\section*{Premises}

\textbf{Student.} You said that measuring $L^2$ and then $L_z$ on a hydrogen atom gives the same statistics as the reverse order, and that for $L_x$ and $L_z$ it does not, because one pair commutes and the other does not. A commutator is a statement about operator products. A sequence of measurements involves two random outcomes and two changes of state. Why should one control the other, and in both directions?

\textbf{Lecturer.} It has to be proved, so we fix the premises first. (1) States are density operators $\rho\ge 0$, $\operatorname{Tr}\rho=1$, on a complex separable Hilbert space $\mathcal H$, and every such operator is an allowed state. (2) $A$ and $B$ are sharp and discrete: self-adjoint with pure point spectrum,
\begin{equation}
A=\sum_a a\,P_a,\qquad B=\sum_b b\,Q_b,\label{eq:spec}
\end{equation}
where the sums run over distinct eigenvalues, $P_a=P_a^\dagger$, $P_aP_{a'}=\delta_{aa'}P_a$, $\sum_aP_a=1$, and likewise for $Q_b$. Eigenvalues may be degenerate, and infinite sums converge on every vector of the domain. (3) The Born rule: outcome $a$ has probability $p(a)=\operatorname{Tr}(\rho P_a)$. (4) The L\"uders rule: after outcome $a$ the state is $P_a\rho P_a/p(a)$. (5) Nothing happens between the two measurements.

\textbf{Student.} Then the probability for $a$ first and $b$ second is $p(a)$ times the Born probability of $b$ in the updated state.

\textbf{Lecturer.} Yes. The factor $p(a)$ cancels, and with $Q_b^2=Q_b$ and the cyclic property of the trace,
\begin{equation}
p_{A\to B}(a,b)=\operatorname{Tr}(Q_bP_a\rho P_aQ_b)=\operatorname{Tr}(\rho\,P_aQ_bP_a),\label{eq:AB}
\end{equation}
\begin{equation}
p_{B\to A}(a,b)=\operatorname{Tr}(P_aQ_b\rho Q_bP_a)=\operatorname{Tr}(\rho\,Q_bP_aQ_b).\label{eq:BA}
\end{equation}
If $p(a)=0$ the updated state is undefined, but \eqref{eq:AB} still gives the right answer, zero, because $0\le P_aQ_bP_a\le P_a$. The claim is that five statements are equivalent:
\begin{enumerate}
\item[(i)] $p_{A\to B}(a,b)=p_{B\to A}(a,b)$ for all $\rho$, $a$, $b$;
\item[(ii)] $[P_a,Q_b]=0$ for all $a$, $b$;
\item[(iii)] an unread measurement of $A$ leaves the statistics of $B$ unchanged in every state;
\item[(iv)] one measurement with outcomes $(a,b)$ has the Born statistics of $A$ and of $B$ as its marginals in every state;
\item[(v)] $A=f(C)$ and $B=g(C)$ for one discrete observable $C$.
\end{enumerate}
When they hold, the joint distribution is $\operatorname{Tr}(\rho P_aQ_b)$. I will show that each of the others is equivalent to (ii).

\section*{From all states to an operator identity}

\textbf{Lecturer.} Fix $a$ and $b$, write $P$ and $Q$, and define the self-adjoint order defect
\begin{equation}
D=PQP-QPQ,\qquad p_{A\to B}-p_{B\to A}=\operatorname{Tr}(\rho D).\label{eq:D}
\end{equation}
Suppose $\operatorname{Tr}(\rho D)=0$ for all $\rho$. Pure states give $\langle w|D|w\rangle=0$ for unit vectors, and by scaling for all vectors.

\textbf{Student.} Those are only diagonal elements. An operator has off-diagonal ones.

\textbf{Lecturer.} They are diagonal elements in every basis at once. Take $w_k=u+i^kv$ with $k=0,1,2,3$. Then
\begin{equation}
\langle w_k|X|w_k\rangle=\langle u|X|u\rangle+\langle v|X|v\rangle+i^k\langle u|X|v\rangle+(-i)^k\langle v|X|u\rangle .
\end{equation}
Multiply by $(-i)^k$ and sum. Since $\sum_k(-i)^k=0$ and $\sum_k(-1)^k=0$, one term survives:
\begin{equation}
4\langle u|X|v\rangle=\sum_{k=0}^{3}(-i)^k\langle w_k|X|w_k\rangle .\label{eq:pol}
\end{equation}
This holds for any bounded $X$. So vanishing expectation values in all states force $X=0$, and (i) is the operator identity $P_aQ_bP_a=Q_bP_aQ_b$ for all $a$, $b$.

\section*{Order independence and commutation}

\textbf{Student.} One direction I can do. If $PQ=QP$, then $PQP=PPQ=PQ$ and $QPQ=PQQ=PQ$, so $D=0$. But $PQP=QPQ$ looks weaker than $PQ=QP$. Both sides are self-adjoint, while $PQ$ has an anti-self-adjoint part that the identity does not seem to see.

\textbf{Lecturer.} It sees it at second order. Isolate the part of $Q$ that connects the range of $P$ with its complement,
\begin{equation}
N=PQ(1-P).\label{eq:N}
\end{equation}
The commutator is built from it, because the terms $PQP$ cancel:
\begin{equation}
N-N^\dagger=(PQ-PQP)-(QP-PQP)=[P,Q].\label{eq:comm}
\end{equation}
Now use $(1-P)^2=1-P$ and $Q^2=Q$:
\begin{equation}
NN^\dagger=PQ(1-P)QP=PQP-PQPQP=P\,(PQP-QPQ)\,P=PDP .\label{eq:key}
\end{equation}
The third equality uses $P(PQP)P=PQP$. Equation \eqref{eq:key} holds for any two projectors. If $D=0$, then $\|N^\dagger v\|^2=\langle v|NN^\dagger|v\rangle=0$ for every $v$, so $N^\dagger=0$, $N=0$, and \eqref{eq:comm} gives $[P,Q]=0$. That proves (i)$\Leftrightarrow$(ii).

\textbf{Student.} You never summed over outcomes.

\textbf{Lecturer.} Correct: the equivalence holds for each pair $(a,b)$ separately. The identity also has a physical reading. $NN^\dagger\ge0$ means that on a state already in the range of $P$, measuring $A$ first can only favour the pair $(a,b)$. The $A$ measurement costs nothing there, whereas a prior $B$ measurement can knock the state out of the range of $P$.

\textbf{Student.} No experiment shows $D=0$ exactly. If the two orders agree to within $\varepsilon$ in all states, does the argument collapse?

\textbf{Lecturer.} It degrades continuously. For self-adjoint $D$, $\sup_\rho|\operatorname{Tr}\rho D|=\|D\|$. From \eqref{eq:N}, $N^2=0$, because $(1-P)P=0$. Hence
\begin{equation}
[P,Q]^\dagger[P,Q]=(N^\dagger-N)(N-N^\dagger)=N^\dagger N+NN^\dagger .
\end{equation}
The first term acts only in the range of $1-P$, the second only in the range of $P$, and each has norm $\|N\|^2$. A sum of two such blocks has the norm of the larger block, so
\begin{equation}
\|[P,Q]\|^2=\|N\|^2=\|PDP\|\le\|D\| .\label{eq:bound}
\end{equation}
Agreement to within $\varepsilon$ bounds the commutator by $\sqrt\varepsilon$.

\textbf{Student.} Everyone checks $[A,B]=0$, not projectors.

\textbf{Lecturer.} For bounded $A$ and $B$ the two are the same. If the projectors commute, \eqref{eq:spec} gives $AB=\sum ab\,P_aQ_b=BA$. Conversely let $AB=BA$ and $Av=av$. Then $A(Bv)=a(Bv)$, so $B$ maps each eigenspace of $A$ into itself: $BP_a=P_aBP_a$. The right side is self-adjoint, so taking adjoints gives $BP_a=P_aB$. Repeat with $P_a$ in the role of $B$ and $B$ in the role of $A$, and $[P_a,Q_b]=0$ follows. For unbounded operators the step $A(Bv)=B(Av)$ needs $v$ in the domain of $B$ and $Bv$ in the domain of $A$, which a commutator vanishing on some dense set does not supply. Statement (ii) involves only bounded operators and is the safe definition of compatibility.

\section*{The joint distribution}

\textbf{Lecturer.} Assume (ii) and set $R_{ab}=P_aQ_b$. Then $R_{ab}^\dagger=Q_bP_a=R_{ab}$, and
\begin{equation}
R_{ab}R_{a'b'}=P_aP_{a'}Q_bQ_{b'}=\delta_{aa'}\delta_{bb'}R_{ab},\qquad \sum_bR_{ab}=P_a,\qquad\sum_aR_{ab}=Q_b .\label{eq:R}
\end{equation}
The $R_{ab}$ are mutually orthogonal projectors summing to $1$; some may vanish. Both \eqref{eq:AB} and \eqref{eq:BA} reduce to
\begin{equation}
p(a,b)=\operatorname{Tr}(\rho P_aQ_b).\label{eq:joint}
\end{equation}
It is non-negative because $R_{ab}$ is a projector, it sums to one, and its marginals are the Born distributions of $A$ and $B$ by \eqref{eq:R}. The state after either sequence is also the same, $R_{ab}\rho R_{ab}/p(a,b)$, since $Q_bP_a=P_aQ_b=R_{ab}$. A repeated $A$ measurement returns $a$ with certainty because $P_{a'}R_{ab}=\delta_{aa'}R_{ab}$.

\textbf{Student.} The sequential probabilities \eqref{eq:AB} are non-negative and normalised for any pair. Why is that not already a joint distribution?

\textbf{Lecturer.} It is a distribution of two records, but look at the marginals. Summing over $b$ gives $\operatorname{Tr}(\rho P_a)$ always. Summing over $a$ gives $\operatorname{Tr}(\rho\sum_aP_aQ_bP_a)$, and statement (iii) demands that this equal $\operatorname{Tr}(\rho Q_b)$ for all $\rho$. By \eqref{eq:pol} this means
\begin{equation}
\sum_{a'}P_{a'}Q_bP_{a'}=Q_b .\label{eq:nd}
\end{equation}
Multiply from the left by $P_a$: $P_aQ_bP_a=P_aQ_b$. The left side is self-adjoint, so $P_aQ_b=Q_bP_a$. Conversely (ii) turns the left side of \eqref{eq:nd} into $\sum_{a'}P_{a'}Q_b=Q_b$. So (iii)$\Leftrightarrow$(ii), and since (ii) is symmetric, if $A$ never disturbs $B$ then $B$ never disturbs $A$.

\textbf{Student.} Perhaps sequential measurement is just clumsy. A cleverer device might deliver both values with the right marginals. For a given state I can even write down a joint distribution, the product $p(a)p(b)$.

\textbf{Lecturer.} You can write it, but it is quadratic in $\rho$. A device fed a mixture of two preparations returns the same mixture of statistics, so its probabilities are linear in the state. The general form is $\operatorname{Tr}(\rho\,G_{ab})$ with bounded $G_{ab}\ge0$, not necessarily projectors, and that is what ``measurement'' means in (iv). Correct marginals in all states require $\sum_bG_{ab}=P_a$ and $\sum_aG_{ab}=Q_b$. The first gives $0\le G_{ab}\le P_a$. For $v=(1-P_a)u$,
\begin{equation}
\|G_{ab}^{1/2}v\|^2=\langle v|G_{ab}|v\rangle\le\langle v|P_a|v\rangle=0,
\end{equation}
so $G_{ab}(1-P_a)=0$, and by taking the adjoint $G_{ab}=P_aG_{ab}$. Then
\begin{equation}
P_aQ_b=\sum_{a'}P_aG_{a'b}=\sum_{a'}P_aP_{a'}G_{a'b}=G_{ab}.\label{eq:G}
\end{equation}
$G_{ab}$ is self-adjoint, hence $P_aQ_b=Q_bP_a$. So (iv) implies (ii); (ii) implies (iv) with $G_{ab}=R_{ab}$; and \eqref{eq:G} shows that \eqref{eq:joint} is the only possible joint distribution of this kind.

\section*{One observable behind both}

\textbf{Lecturer.} For (v), assign distinct real numbers $c_{ab}$ to the pairs with $R_{ab}\neq0$, which are countably many, and define
\begin{equation}
C=\sum_{a,b}c_{ab}R_{ab},\qquad f(c_{ab})=a,\qquad g(c_{ab})=b .\label{eq:C}
\end{equation}
By \eqref{eq:R} this is a spectral decomposition with eigenprojectors $R_{ab}$, and $f$, $g$ are well defined because the $c_{ab}$ are distinct. A function of $C$ is defined by applying it to the eigenvalues, so $f(C)=\sum_aa\sum_bR_{ab}=A$ and $g(C)=B$. The domains match too, since $\sum_{ab}a^2\|R_{ab}v\|^2=\sum_aa^2\|P_av\|^2$. Conversely, let $C$ have eigenprojectors $E_c$ and $A=f(C)$, $B=g(C)$. Then $P_a=\sum_{f(c)=a}E_c$ and $Q_b=\sum_{g(c)=b}E_c$ are sums of mutually commuting projectors and commute. That closes the list.

\textbf{Student.} This $C$ is bookkeeping. The numbers $c_{ab}$ are arbitrary.

\textbf{Lecturer.} The numbers are labels; the projectors are fixed. The content is that one L\"uders measurement of $C$ from \eqref{eq:C} gives the probabilities \eqref{eq:joint} and the same final state as either sequence. For angular momentum a natural choice exists. On the spatial Hilbert space of the electron, the functions $R(r)Y_{lm}$ with $R$ from any radial basis are a complete set of common eigenvectors of $L^2$ and $L_z$. The projectors of both are diagonal in that set and so commute, with no domain question left. Take
\begin{equation}
C=L^2/\hbar^2+L_z/\hbar,\qquad c=l(l+1)+m .\label{eq:Chyd}
\end{equation}
As $m$ runs from $-l$ to $l$, $c$ runs from $l^2$ to $(l+1)^2-1$. Each non-negative integer occurs for exactly one pair, and $l=\lfloor\sqrt c\rfloor$, $m=c-l(l+1)$.

\section*{Hydrogen, $n=2$: matrices}

\textbf{Student.} In the $2p$ level $L^2=2\hbar^2$ times the identity. It commutes with everything there, and your compatible example is empty.

\textbf{Lecturer.} A fair objection. We therefore take the whole $n=2$ shell of the non-relativistic Coulomb Hamiltonian, spin ignored for now, with basis $|2s\rangle,|{+1}\rangle,|0\rangle,|{-1}\rangle$, the last three being $2p$ states labelled by $m$, in the Condon--Shortley phase convention. All components of $\mathbf L$ commute with that Hamiltonian, so every projector we need maps the shell into itself. Now both observables are degenerate: $l=1$ threefold, and $m=0$ twofold, containing $2s$ and $2p_0$. From $L_\pm|m\rangle=\hbar\sqrt{2-m(m\pm1)}\,|m\pm1\rangle$ and $L_x=(L_++L_-)/2$, on the $2p$ block,
\begin{equation}
\frac{L_z}{\hbar}=\begin{pmatrix}1&0&0\\0&0&0\\0&0&-1\end{pmatrix},\qquad
\frac{L_x}{\hbar}=\frac1{\sqrt2}\begin{pmatrix}0&1&0\\1&0&1\\0&1&0\end{pmatrix}.
\end{equation}
The eigenvectors of $L_x$ with eigenvalue $\mu\hbar$ are
\begin{equation}
|\pm1\rangle_x=\tfrac12(1,\pm\sqrt2,1)^T,\qquad |0\rangle_x=\tfrac1{\sqrt2}(1,0,-1)^T,
\end{equation}
as multiplication by the matrix confirms. The squared overlaps $T_{m\mu}=|\langle m|\mu\rangle_x|^2$, rows $m$ and columns $\mu$ in the order $+1,0,-1$, are
\begin{equation}
T=\begin{pmatrix}1/4&1/2&1/4\\1/2&0&1/2\\1/4&1/2&1/4\end{pmatrix}.\label{eq:T}
\end{equation}

\section*{Numerical illustration}

\textbf{Lecturer.} Prepare
\begin{equation}
|\psi\rangle=\tfrac15\bigl(4|2s\rangle+2|{+1}\rangle+2|0\rangle+|{-1}\rangle\bigr).
\end{equation}
Measure $L^2$ first and tell me what you get.

\textbf{Student.} $l=0$ with probability $16/25=0.64$, and $l=1$ with $9/25=0.36$. In the second case the L\"uders state is $|\phi\rangle=\tfrac13(2,2,1)^T$, with $L_z$ probabilities $4/9$, $4/9$, $1/9$. Multiplying by $0.36$ gives $0.16$, $0.16$, $0.04$ for $m=+1,0,-1$.

\textbf{Lecturer.} In the other order, $m=+1$ has $0.16$ and $m=-1$ has $0.04$, both followed by $l=1$ with certainty. The outcome $m=0$ has $20/25=0.80$ and leaves the coherent superposition $(2|2s\rangle+|0\rangle)/\sqrt5$, in which $l=0$ has probability $0.80$ and $l=1$ has $0.20$. The products are $0.64$ and $0.16$. The intermediate states differ completely, and the joint probabilities coincide. The observable \eqref{eq:Chyd} takes the values $c=0,1,2,3$ on $2s$, $m=-1,0,+1$ with probabilities $0.64$, $0.04$, $0.16$, $0.16$. On this shell $L^2/\hbar^2=2+(C-1)(C-2)(C-3)/3$, and $L_z/\hbar$ is $C$ minus that polynomial.

\textbf{Student.} Now $L_z$ and $L_x$ on the $2p$ state $|\phi\rangle$. All projectors have rank one, so $P_mQ_\mu P_m=T_{m\mu}P_m$ and $Q_\mu P_mQ_\mu=T_{m\mu}Q_\mu$.

\textbf{Lecturer.} Hence
\begin{equation}
p_{z\to x}(m,\mu)=p_z(m)\,T_{m\mu},\qquad p_{x\to z}(m,\mu)=p_x(\mu)\,T_{m\mu}.\label{eq:rank1}
\end{equation}
The amplitudes are ${}_x\langle\pm1|\phi\rangle=(3\pm2\sqrt2)/6$ and ${}_x\langle0|\phi\rangle=1/(3\sqrt2)$, so
\begin{equation}
p_x(\pm1)=\frac{17\pm12\sqrt2}{36},\qquad p_x(0)=\frac1{18},
\end{equation}
that is $0.9436$, $0.0556$, $0.0008$ for $\mu=+1,0,-1$, while $p_z=0.4444$, $0.4444$, $0.1111$. With $L_z$ first:
\begin{center}
\begin{tabular}{c|ccc|c}
$z\to x$ & $\mu=+1$ & $\mu=0$ & $\mu=-1$ & sum\\\hline
$m=+1$ & 0.1111 & 0.2222 & 0.1111 & 0.4444\\
$m=0$ & 0.2222 & 0 & 0.2222 & 0.4444\\
$m=-1$ & 0.0278 & 0.0556 & 0.0278 & 0.1111\\\hline
sum & 0.3611 & 0.2778 & 0.3611 & 1
\end{tabular}
\end{center}
With $L_x$ first:
\begin{center}
\begin{tabular}{c|ccc|c}
$x\to z$ & $\mu=+1$ & $\mu=0$ & $\mu=-1$ & sum\\\hline
$m=+1$ & 0.2359 & 0.0278 & 0.0002 & 0.2639\\
$m=0$ & 0.4718 & 0 & 0.0004 & 0.4722\\
$m=-1$ & 0.2359 & 0.0278 & 0.0002 & 0.2639\\\hline
sum & 0.9436 & 0.0556 & 0.0008 & 1
\end{tabular}
\end{center}
Every entry is rounded separately from its exact value. In each table the marginal of the first measurement is its Born distribution and the other marginal is not: a prior $L_z$ measurement lowers the probability of $\mu=+1$ from $0.9436$ to $13/36=0.3611$. Half the sum of the absolute differences between the tables is the largest difference in probability that any event can show. The second table exceeds the first only in the column $\mu=+1$, so this distance is
\begin{equation}
\frac{17+12\sqrt2}{36}-\frac{13}{36}=\frac{1+3\sqrt2}{9}=0.5825 .
\end{equation}

\textbf{Student.} How large can a single entry's defect get?

\textbf{Lecturer.} Here $D=T_{m\mu}(P_m-Q_\mu)$. On the plane spanned by the two vectors, $P-Q$ has trace zero and $\operatorname{Tr}(P-Q)^2=2-2T$, so its eigenvalues are $\pm\sqrt{1-T}$, and
\begin{equation}
\|D\|=T\sqrt{1-T},\qquad\|[P,Q]\|^2=\|PDP\|=T(1-T).
\end{equation}
For $T=1/4$ these are $0.2165$ and $0.1875$; for $T=1/2$ they are $0.3536$ and $0.2500$, in line with \eqref{eq:bound}. Our state reaches $0.2081$ in the entry $(m,\mu)=(-1,+1)$, where $T=1/4$, and $0.2496$ in $(0,+1)$, where $T=1/2$.

\textbf{Student.} What if I insist on $\operatorname{Tr}(\rho P_mQ_\mu)$ anyway? Its marginals are right for any pair, because the projectors sum to one.

\textbf{Lecturer.} They are, but it equals $\langle\phi|m\rangle\langle m|\mu\rangle_x\,{}_x\langle\mu|\phi\rangle$, and for $(m,\mu)=(-1,0)$ this is $\tfrac13\cdot(-\tfrac1{\sqrt2})\cdot\tfrac1{3\sqrt2}=-\tfrac1{18}=-0.0556$. For $(0,-1)$ it is $(4-3\sqrt2)/18=-0.0135$. By \eqref{eq:G} a joint measurement would have to produce exactly these numbers, so none exists.

\section*{What the quantifiers do}

\textbf{Student.} The entry $(0,0)$ is zero in both tables. Is that special to $|\phi\rangle$?

\textbf{Lecturer.} No. $|0\rangle$ is the orbital $2p_z$ and $|0\rangle_x$ is $2p_x$ up to a phase. They are orthogonal, so $P_0Q_0=Q_0P_0=0$ on the $2p$ block, and on the full shell both products equal $|2s\rangle\langle2s|$. That pair of outcomes is order independent for all $n=2$ states, as the pairwise theorem says, although $[L_z,L_x]=i\hbar L_y\ne0$. This is why (i) and (ii) need all $a$, $b$. It is also tied to the subspace: for $l=2$ the corresponding angular functions are proportional to $3z^2-r^2$ and $3x^2-r^2$, their normalised overlap is $-1/2$, so $T=1/4$ and the projectors do not commute.

\textbf{Student.} And ``all $\rho$''? If I find one state with no order effect at all, have I learned anything?

\textbf{Lecturer.} Not compatibility. By \eqref{eq:rank1}, order independence in a $2p$ state requires $p_z(m)=p_x(\mu)$ wherever $T_{m\mu}\ne0$. The first row of \eqref{eq:T} makes all $p_x(\mu)$ equal to $p_z(+1)$, and the first column makes all $p_z(m)$ equal to $p_x(+1)$, so all six numbers are $1/3$. The unpolarised state $\rho=1/3$ satisfies this. So does a pure state,
\begin{equation}
|\chi\rangle=\tfrac1{\sqrt3}\,(1,\;e^{-i\pi/4},\;i)^T .
\end{equation}
Here $p_x(0)=|1-i|^2/6=1/3$, and $p_x(\pm1)=|1+i\pm\sqrt2e^{-i\pi/4}|^2/12=|1+i\pm(1-i)|^2/12=1/3$. Both orders give $T_{m\mu}/3$. Yet $\langle\chi|P_{+1}Q_0|\chi\rangle=(1-i)/6$ is not even real. Order independence in one state implies neither (ii) nor the formula \eqref{eq:joint}.

\section*{Range of validity}

\textbf{Student.} Which premise is the fragile one?

\textbf{Lecturer.} Take them in turn. First the L\"uders rule. It describes the measurement that keeps all coherence inside a degenerate eigenspace. The Born rule alone does not fix the update. Imagine an $L^2$ meter with correct Born statistics which, on finding $l=1$, also destroys the coherence between the three $L_x$ eigenstates. Used first on $|\psi\rangle$, it leaves $L_z$ probabilities equal to the row sums of the $x\to z$ table, exactly $19/72$, $17/36$, $19/72$. Multiplying by $0.36$ gives $0.095$, $0.170$, $0.095$. Used second, its update is irrelevant and we get $0.16$, $0.16$, $0.04$ as before. Commuting observables then show an order effect, and it is a property of the apparatus. Detection of $m$ by the polarisation of the emitted photon is further still from the premise, since it leaves the atom in $1s$.

Second, sharpness. The steps \eqref{eq:key} and \eqref{eq:G} used $P^2=P$. For unsharp measurements (iv) no longer implies commutation. On the $2p$ block, toss a fair coin, measure $L_z$ or $L_x$ accordingly, and report a uniformly random value for the other. Then $G_{m\mu}=(P_m+Q_\mu)/6$, with marginals $P_m/2+1/6$ and $Q_\mu/2+1/6$. These are jointly measured by construction, and their commutator is $[P_m,Q_\mu]/4$, which is nonzero for every pair except $(0,0)$.

Third, discreteness. A continuous observable has no eigenprojectors and no L\"uders rule for a single value. The theorem applies to every division of the spectrum into bins, with the spectral projectors of the bins as $P_a$. It thereby covers, for instance, $L_z$ against a binned radius $r$.

Fourth, the set of states. Only \eqref{eq:pol} used it. If all tested states lie in a subspace that every $P_a$ and $Q_b$ maps into itself, such as the $n=2$ shell, the theorem holds on that subspace and says nothing outside it.

\textbf{Student.} And the delay? Two measurements are never simultaneous, and a $2p$ atom has spin and decays.

\textbf{Lecturer.} With a delay $t$ and $U=e^{-iHt/\hbar}$, the second projector in \eqref{eq:AB} becomes $U^\dagger Q_bU$ and that in \eqref{eq:BA} becomes $U^\dagger P_aU$. If $A$ and $B$ are both conserved, nothing changes, and this is the case for $L^2$, $L_z$, $L_x$ under the Coulomb Hamiltonian. Spin--orbit coupling conserves $L^2$ but not $L_z$ or $L_x$. Take its standard leading form, with electron $g=2$ and a fixed nucleus,
\begin{equation}
H_{so}=\tfrac12\alpha^2E_h\,\frac{a_0^3}{r^3}\,\frac{\mathbf L\cdot\mathbf S}{\hbar^2}.
\end{equation}
With $R_{21}^2=\varrho^2e^{-\varrho}/(24a_0^3)$ and $\varrho=r/a_0$, $\langle a_0^3/r^3\rangle=\tfrac1{24}\int_0^\infty\varrho\,e^{-\varrho}d\varrho=\tfrac1{24}$. In first order within $2p$, $H_{so}=\xi\,\mathbf L\cdot\mathbf S/\hbar^2$ with $\xi=\alpha^2E_h/48$. Using $\mathbf L\cdot\mathbf S=L_zS_z+(L_+S_-+L_-S_+)/2$, the states $|0\uparrow\rangle$ and $|{+1}\downarrow\rangle$ form a closed block,
\begin{equation}
\xi\begin{pmatrix}0&1/\sqrt2\\1/\sqrt2&-1/2\end{pmatrix},
\end{equation}
with eigenvalues $\xi/2$ and $-\xi$. The splitting is
\begin{equation}
\Delta E=\tfrac32\xi=\alpha^2E_h/32=45.3\ \mu\mathrm{eV}=0.365\ \mathrm{cm^{-1}},\qquad\hbar/\Delta E=14.5\ \mathrm{ps}.
\end{equation}
For a two-level system with off-diagonal element $V$ and eigenvalue splitting $\Delta E$, the transition probability is $(4V^2/\Delta E^2)\sin^2(\Delta E\,t/2\hbar)$. With $V=\xi/\sqrt2$,
\begin{equation}
w(t)=\tfrac89\sin^2\frac{\Delta E\,t}{2\hbar},
\end{equation}
which is $1.1\times10^{-3}$ at $t=1$ ps. For a spin that is unpolarised, or polarised along the axis of the second measurement, the two states of a block do not interfere, and this is the scale on which the $m$ populations drift. For other spin directions both states of a block are populated coherently, and the drift can be linear in the amplitude, $\sqrt w=0.03$. Radiative decay, with an approximate $2p$ lifetime of $1.6$ ns as input, removes a fraction $6\times10^{-4}$ in the same picosecond.

\textbf{Student.} So for a real atom the fourth decimal in the tables means nothing.

\textbf{Lecturer.} The tables are exact consequences of the premises, and the decimals display that. A delay changes only the second projector, so the correction to an entry is the probability of the first outcome times the drift of the conditional probability of the second. For a delay of $1$ ps that drift is of order $10^{-3}$ with unpolarised spin and up to a few times $10^{-2}$ otherwise. Where the first outcome has a probability of order one, the corrections are of this size and the fourth decimal is indeed lost. They are small against order defects of $0.2$ for $L_x$ and $L_z$, and they set the floor below which order independence of $L^2$ and $L_z$ cannot be tested. The entries $0.0002$ and $0.0004$ carry the factor $p_x(-1)=0.0008$, so they change by only about $1\times10^{-6}$ with unpolarised spin, decay included, and by at most about $3\times10^{-5}$ otherwise. When $t$ approaches $14.5$ ps, $L_z$ at the later time is no longer the observable $L_z$ of the earlier time. The compatible pair that survives the delay, up to decay, is then $L^2$ and $J_z=L_z+S_z$, since both commute with $\mathbf L\cdot\mathbf S$ and with each other.